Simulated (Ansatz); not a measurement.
**Ligand exchange: C2H6 + CuNH2 → C2H7N + CuH**

Species: C2H6 (ethane) `CC`, singlet; CuNH2 `[NH2][Cu]`, singlet; C2H7N (ethanamine) `CCN`, singlet; CuH, singlet. The partners trade H for NH2: C–H and Cu–NH2 bonds give way to C–NH2 and Cu–H.

Shapes, held fixed at every level: PBE0-D4/def2-TZVP. Flexible molecules stand in one conformer, not always the lowest. Programs: Ansatz 0.2.0. The zero-point and thermal change to 298 K, harmonic and unscaled (PBE0-D4/def2-TZVP), is -4.3 kJ/mol.

Estimate ΔH(298 K) of this reaction.

wB97X-V/def2-TZVPP gives ΔH(298 K) = +46.9 kJ/mol; the levels span +23.9 to +56.3. The median of the levels is +47.2. No measured value is set beside it here. Times are processor times on shared x86 and Arm servers, and rough.

```
                level                    kind  ΔH(298 K) (kJ/mol)  CPU time (sum over the molecules)
          HF/def2-SVP            Hartree–Fock               +23.9                                  –
    PBE-D4/def2-TZVPP                     GGA               +52.1                              8.5 s
 r2SCAN-D4/def2-TZVPP                meta-GGA               +56.3                               14 s
  B3LYP-D4/def2-TZVPP           global hybrid               +49.5                               11 s
   PBE0-D4/def2-TZVPP           global hybrid               +44.9                              7.9 s
r2SCAN0-D4/def2-TZVPP           global hybrid               +47.5                               13 s
   wB97M-V/def2-TZVPP  range-separated hybrid               +44.9                               37 s
   wB97X-V/def2-TZVPP  range-separated hybrid               +46.9                               23 s
```

Exchanging H for NH2 between carbon and copper is endothermic at every level, so ethane and monomeric CuNH2 are the enthalpically favoured side. The main cause is on the carbon side: a strong, compact C–H bond is given up for a weaker C–N bond, and replacing Cu–NH2 by Cu–H does not make up the loss. The polar Cu–N bond probably draws on electrostatic attraction, while repulsion between the nitrogen lone pair and the filled copper 3d shell limits its strength.

Adding exact exchange lowers the value in both matched pairs, from +52.1 to +44.9 kJ/mol for PBE and PBE0 and from +56.3 to +47.5 for r2SCAN and r2SCAN0, perhaps because the semilocal functionals overstate Cu–N covalency. The much lower Hartree–Fock result combines missing correlation with a smaller basis and cannot be assigned to either alone. The preference need not carry over to condensed phases, where copper amides and hydrides aggregate through bridging ligands.
